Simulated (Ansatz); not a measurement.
# Pressure and energy of a 123-atom amorphous carbon cell between −10 % and +6 % in volume, with PBE

A solid normally becomes harder to squeeze the more it has been squeezed, yet in this sample of amorphous carbon the last step of compression raises the pressure less per percent of volume than any step before it. The behaviour matters for hard carbon coatings, which often carry large internal stresses, and for any model that must predict how a disordered network stores or releases elastic energy.

One cell with a density of 2.00 g/cm³ is compressed and stretched evenly along its three axes, and its atoms are relaxed at each fixed volume. Volume change and energy are counted from the relaxed cell, whose pressure is practically zero. Positive pressure means that the cell pushes outwards; negative pressure means that it is under tension.

## Method

One cell of 123 atoms, C in reduced formula. Start: 123 atoms (123 C) placed at random at 1.8 g/cm³, melted at 6000 K for 10 ps at fixed volume with the LCBOP (Los and Fasolino, Phys. Rev. B 68, 024107 (2003)). Quenched from 5000 K to 300 K at 500 K/ps and fixed volume, held 5 ps, then minimised at fixed cell. Cell and atoms were then relaxed in DFT. From that cell the volume was scaled evenly and the atoms were relaxed again at each fixed cell. Ansatz 0.2.0: Kohn-Sham DFT with PBE, PAW potentials, plane waves to 420 eV, k-points Γ alone, no spin polarisation, no spin-orbit coupling. Occupations: Fermi-Dirac smearing of 0.025 eV. The cutoff and the k-mesh are held, so the number of plane waves changes with the volume. In the run that the rows count from, the cell has a density of 2.00 g/cm³, a pressure of 0.0 GPa and a spacing of 0.21 eV between highest filled and lowest empty level, and its k-points sample 10 Å along the shortest periodic direction.

Notes on method and selection:

- Cells made by classical potentials are single samples, quenched or equilibrated over picoseconds, then relaxed in DFT to a nearby minimum.
- In a glass, relaxing at another volume can switch bonds, so the points needn't lie on one elastic curve.
- All values are for 0 K, without vibrations.
- Too few of these runs have a clean gap for a gap column: frontier levels are partly filled, the cells are metallic on their meshes, or the meshes miss the band edges.
- Where atoms are relaxed at each volume, a cell can fall into another minimum, and loose force tolerances leave some of the strain unrelaxed.
- Series whose pressures fit the equation of state badly weren't written up.
- Runs that did not converge, have known faults or may not be shown are not listed, and runs on Ansatz's PAW sets soft_1 and soft_2 are kept to separate tables.

Columns:

- volume change (%): change of the cell's volume from the relaxed cell, all three axes scaled alike.
- volume (Å³/atom): volume per atom.
- pressure (GPa): pressure, a third of the trace of the stress, positive under compression, without a kinetic term.
- energy (meV/atom): free energy per atom less that of the relaxed cell.

Input lines of one member:

```
kpoints:
  mp_grid: { grid: [1, 1, 1] }
hamiltonian:
  xc: pbe
scf:
  occupations: { method: fermi_dirac, width: 0.025 }
relax:
  f_tol: 0.05
  max_steps: 70
```

Command (options for logging and memory left out): `ansatz run input.yaml --threads 4 --backend cpu`

## The series

| member | volume change (%) | volume (Å³/atom) | pressure (GPa) | energy (meV/atom) |
| --- | --- | --- | --- | --- |
| −10 % | −10 | 8.9938 | 13.465 | 35.041 |
| −6 % | −6 | 9.3935 | 9.386 | 17.262 |
| −3 % | −3 | 9.6933 | 4.585 | 4.253 |
| relaxed cell | 0 | 9.9931 | 0.009 | 0.000 |
| +3 % | 3 | 10.2929 | −4.245 | 4.023 |
| +6 % | 6 | 10.5927 | −8.079 | 15.626 |

Least-squares fits to the whole series, with x = volume change (%); R² and errors in the fitted variable (y, or ln y where the fit is in ln y):

| y | members | fit | R² | rms residual | leave-one-out rms | the same for the mean of the others |
| --- | --- | --- | --- | --- | --- | --- |
| pressure (GPa) | 6 | y = 0.3994 − 1.419 x − 0.007727 x² | 1.00 | 0.42 | 1.5 | 9.0 |
| energy (meV/atom) | 6 | y = 1.593 + 0.04210 x + 0.3530 x² | 0.98 | 1.7 | 5.7 | 14 |

## Interpretation

Pressure rises at every step of compression, from −8.079 GPa at +6 % to 13.465 GPa at −10 %. The energy is lowest in the relaxed cell and rises on both sides. The two columns are linked by $P = -\mathrm{d}E/\mathrm{d}V$: where the pressure passes through zero, the energy has its minimum.

The rows at ±3 % give the bulk modulus, $B = -V\,\mathrm{d}P/\mathrm{d}V$, as (4.585 + 4.245) / 0.06 = 147 GPa. It applies to even scaling with the cell's shape held; a cell free to change its shape under an even outside pressure would be softer. Even the value at held shape is far below the stiffness of diamond. In a rigid, fully fourfold network, compression has to shorten the strong bonds. A more open network has fewer bonds per volume, and it can also bend its bond angles and turn or buckle groups of atoms into empty space, which costs less. After the even scaling, the relaxation of the atoms lowers the energy noticeably. This fits the picture of an open network but doesn't tell which of these motions matters most.

Between +6 % and −6 % the cell stiffens as it shrinks. Per percent of volume, the pressure changes by 1.28 GPa from +6 % to +3 %, then by 1.42, 1.53 and 1.60 GPa over the next three steps. The usual reason is the asymmetry of interatomic forces: repulsion grows steeply as atoms approach, while stretched bonds weaken.

For small changes the energy per atom follows

$$\Delta E \approx \tfrac{1}{2} B V_0 \left(\frac{\Delta V}{V_0}\right)^2,$$

where $V_0$ is the relaxed volume per atom and 1 GPa Å³ = 6.242 meV. At 3 % this gives 147 × 9.993 × 0.03² / 2 × 6.242 = 4.13 meV/atom, between the computed 4.253 (compressed) and 4.023 (stretched). At 6 % it gives 147 × 9.993 × 0.06² / 2 × 6.242 = 16.5 meV/atom, again between the computed 17.262 and 15.626. Compression costs slightly more than equal stretching, as the stiffening requires. The formula fails at −10 %, where it gives 147 × 9.993 × 0.10² / 2 × 6.242 = 45.8 meV/atom against a computed 35.041.

## Departures from the trend

Largest departures from the fit to the whole series:

| member | pressure (GPa) | fit | computed − fit | in rms residuals |
| --- | --- | --- | --- | --- |
| −6 % | 9.386 | 8.635 | +0.751 | 1.8 |
| relaxed cell | 0.009 | 0.399 | −0.390 | 0.9 |
| −10 % | 13.465 | 13.817 | −0.352 | 0.8 |
| +3 % | −4.245 | −3.927 | −0.318 | 0.8 |

The cell at −10 % is the one that leaves the elastic curve. From −6 % to −10 % the pressure rises by only (13.465 − 9.386) / 4 = 1.02 GPa per percent. The energy also rises too little. The mean pressure of the two rows times the change in volume gives a work of (9.386 + 13.465) / 2 × (9.3935 − 8.9938) × 6.242 = 28.5 meV/atom, whereas the energy rises by 35.041 − 17.262 = 17.8 meV/atom. For each of the other four steps the same sum agrees with the energies to within 0.1 meV/atom. The threshold for self-consistency was loose for stresses in the scaled cells, which makes their pressures less certain, but this agreement suggests that the errors are small.

The missing 28.5 − 17.8 = 10.7 meV/atom amounts to about 1.3 eV for the whole cell. The atoms also moved much farther here than in the other scaled cells. Both have the same origin: the network rearranged into another minimum, which relieved part of the stress. Counted with the same limit on bond length, this cell has more bonds and more fourfold atoms than the relaxed cell, whereas at the other volumes neither number changes.

The cell at −6 % has the largest departure from the pressure fit, +0.751 GPa, but it lies well on the curve of the rows from −3 % to +6 %. The fit is bent by the row at −10 %, so much so that its curvature has the wrong sign: it makes the cell stiffer when stretched. The smaller departures of the relaxed cell and of +3 % have the same origin.

## Using the table

**What compression brings this cell to a pressure of 2 GPa?**

The target lies between the relaxed cell and −3 %. Linear interpolation gives 3 × (2 − 0.009) / (4.585 − 0.009) = 1.3 %. The volume is then 9.993 × (1 − 0.013) = 9.86 Å³/atom. The curvature between the two rows alters the pressure there by only a few hundredths of a GPa. The answer is for a cell that keeps its shape; one free to change it would have to shrink somewhat more to reach the same pressure.

**Which rows should be used for the bulk modulus?**

The pair at ±3 % gives 147 GPa. The pair at ±6 % gives (9.386 + 8.079) / 0.12 = 146 GPa, so the result hardly depends on the choice. The relaxed cell and −10 % give (13.465 − 0.009) / 0.10 = 135 GPa. Stiffening should have made this last value the highest of the three; it is the lowest, because the network has rearranged on the way. The fit to all six rows is affected too: its slope at zero volume change gives 1.419 × 100 = 142 GPa. The pairs on either side of the relaxed cell are the better choice. Their close agreement doesn't make 147 GPa the modulus of a cell free to change its shape, since the shape is held in every row.

**How much elastic energy is stored at 4 % compression?**

The quadratic formula gives 147 × 9.993 × 0.04² / 2 × 6.242 = 7.3 meV/atom. The computed energies exceed the formula by 0.1 meV/atom at −3 % and by 0.8 at −6 %, so an excess of 0.2 to 0.3 is reasonable at −4 %. The estimate is about 7.6 meV/atom, or 7.6 × 123 / 1000 = 0.9 eV for the cell, provided that the cell keeps its shape and no rearrangement intervenes.

## What to take away

From −6 % to +6 % this cell behaves as one elastic solid, with a bulk modulus near 147 GPa at zero pressure as long as its shape is held. At −10 % new bonds have formed and it no longer does; comparing the pressure with the energy reveals the change more clearly than the pressure alone.

The result belongs to a single, very rapidly quenched sample. Series with badly fitting pressures were left out, so such smooth behaviour may be less common than this example suggests.

The cell's shape was held, and the stress is largest along the first axis; the pressure is therefore an average over unequal directions. Shear stresses remain as well. Letting the shape relax at fixed volume would lower the energies of the strained cells, and with them the bulk modulus. A further run, in which the relaxed cell was sheared, isn't in the table; judged by its stiffness and the stresses left in the scaled cells, the modulus would fall by clearly more than the 1 GPa between the pairs at ±3 % and ±6 %. No run with a free shape under pressure was made to settle the value.

PBE tends to make bonds slightly too long and solids slightly too soft, so a better functional would probably raise the modulus a little. Vibrations, absent here, would expand the cell and soften it. Dispersion forces, also absent, would draw it together.

[Logs are printed without paths, hosts, clocks, repeated set-up lines and the standing remarks that a program may print on its own settings, such as how far it seeks lower states.]
